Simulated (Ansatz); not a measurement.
## Ge: opening a crack plane

Ge, P6_3/mmc, a = 3.996 Å, c = 6.603 Å. This isn't the element's structure at ambient conditions. Ansatz: r2SCAN, PAW, 500 eV, Γ-centred 8×5×3 mesh on 16 atoms, Gaussian smearing 0.03 eV; no spin polarisation. One cut on (100) per cell of 16 atoms is opened rigidly by x, between planes of Ge and Ge that stand 2.31 Å apart; y is the energy per area (26.382 Å², 1 eV/Å² = 16.02 J/m²).

```tsv
x (Å)	y (J/m²)
0.00	0.000
0.25	0.193
0.50	0.591
0.75	1.033
1.00	?
1.50	1.991
2.00	2.208
3.00	2.319
4.50	2.346
6.00	2.349
```

Q: Fit the universal binding curve y = W[1 − (1 + x/l) e^(−x/l)] to the other rows, give the peak stress, and predict the missing value.

A: Least squares gives W = 2.37 J/m² and l = 0.491 Å. The stress dy/dx peaks at x = l with W/(e l) = 17.8 GPa, for rigid faces. At x = 1.00: x/l = 2.037, y = 1.431 J/m². The run gave 1.441 J/m², so the fit is 0.010 J/m² too low, within the rms miss on the fitted rows (0.040 J/m²).

Cost: 12 runs of about 18 core-minutes in all, on Intel Xeon 6975P-C (Granite Rapids) (shared hosts).

The energy climbs steeply over the first two ångströms of opening and is almost flat beyond 3.00 Å, as expected for short-ranged covalent cohesion. In this hexagonal relative of diamond-type germanium, the cut severs directional sp³ bonds. Their orbital overlap decays roughly exponentially with separation, leaving dangling bonds on both faces and little attraction between them.

The universal curve captures the scale of this process but not quite its shape. It lies above the computed energies at small openings, below them from 1.00 to 2.00 Å, and above them again on the plateau. The computed rise is steepest between 0.50 and 0.75 Å, somewhat later than the fitted l, so the peak stress is better supported than its position. This suggests that directional bonds let go more abruptly than the single decay length allows.

The plateau is the cost of creating two faces, not one, and rebonding of the dangling orbitals would probably lower it.
